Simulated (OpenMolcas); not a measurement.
# A ladder of methods for SiH4O (Si(OH)H3)

SiH4O has 6 atoms, charge 0, and is taken as a singlet. SMILES: `[H][Si]([H])([H])O`. Geometry: relaxed at GFN2-xTB.

| atom | x (Å) | y (Å) | z (Å) |
| --- | --- | --- | --- |
| Si | -0.0599 | -0.1150 | -0.4079 |
| O | -0.0595 | -0.0919 | 1.2171 |
| H | 0.3273 | 0.6209 | 1.7173 |
| H | 1.3132 | -0.1128 | -0.9169 |
| H | -0.7604 | 1.0584 | -0.9332 |
| H | -0.7606 | -1.3597 | -0.6764 |

Each level gives the energy change with the O2–H3 bond stretched from 0.953 to 1.429 Å (eV). The values are calculated.

```json
{"level": "HF/STO-3G (restricted)", "kind": "Hartree–Fock", "program": "OpenMolcas", "value (eV)": "3.17", "less FCI/STO-3G": "+1.29", "CPU time (all runs)": "2.9 s"}
{"level": "SVWN5/STO-3G (restricted)", "kind": "LDA", "program": "OpenMolcas", "value (eV)": "1.99", "less FCI/STO-3G": "+0.11", "CPU time (all runs)": "7.9 s"}
{"level": "PBE/STO-3G (restricted)", "kind": "GGA", "program": "OpenMolcas", "value (eV)": "1.83", "less FCI/STO-3G": "-0.05", "CPU time (all runs)": "8.9 s"}
{"level": "B3LYP/STO-3G (restricted)", "kind": "global hybrid", "program": "OpenMolcas", "value (eV)": "2.08", "less FCI/STO-3G": "+0.20", "CPU time (all runs)": "9.2 s"}
{"level": "B2PLYP/STO-3G (restricted)", "kind": "double hybrid", "program": "OpenMolcas", "value (eV)": "2.23", "less FCI/STO-3G": "+0.35", "CPU time (all runs)": "8.3 s"}
{"level": "MP2/STO-3G (restricted)", "kind": "perturbation theory", "program": "OpenMolcas", "value (eV)": "2.36", "less FCI/STO-3G": "+0.48", "CPU time (all runs)": "3.2 s"}
{"level": "ACPF/STO-3G (restricted)", "kind": "coupled cluster or CI", "program": "OpenMolcas", "value (eV)": "1.78", "less FCI/STO-3G": "-0.10", "CPU time (all runs)": "3.4 s"}
{"level": "CISD/STO-3G (restricted)", "kind": "coupled cluster or CI", "program": "OpenMolcas", "value (eV)": "2.05", "less FCI/STO-3G": "+0.17", "CPU time (all runs)": "3.3 s"}
{"level": "FCI/STO-3G", "kind": "exact in the basis", "program": "OpenMolcas", "value (eV)": "1.88", "less FCI/STO-3G": "0.00", "CPU time (all runs)": "98 s"}
```

FCI/STO-3G is exact within its basis and frozen core, so for wave-function methods in that basis the difference is their error; functionals converge differently with the basis, so for them it is only a difference. Spin-restricted single references rise too steeply as a bond breaks, Hartree–Fock most of all. The first shape isn't each level's own minimum. The values span 1.78 to 3.17 eV. All rows use very small basis sets, so even the best lies far from the true value. CPU times are rough (shared hosts, several kinds of processor): they show what a rung costs within a factor of a few.

Stretching the O–H bond costs 3.17 eV in Hartree–Fock but only 1.88 eV in FCI, so electron correlation lowers the cost substantially. As the σ and σ* orbitals draw together, the doubly excited σ*² configuration gains weight and reduces the excess ionic character that a single closed-shell determinant imposes on the stretched bond. MP2 recovers much of this effect, but its low-order treatment still leaves +0.48 eV. CISD comes closer by treating the double excitations variationally; its remaining error probably reflects missing higher excitations, chiefly simultaneous pair excitations. ACPF approximates their effect and slightly overshoots, ending below FCI.

Among the functionals, PBE and SVWN5 give lower values than B3LYP and B2PLYP. This suggests that semilocal exchange mimics part of the left–right correlation, which is lost as exact exchange is mixed in. The stretched bond is not a separated one, so these energies are not dissociation energies, and the ranking need not persist at larger distances.
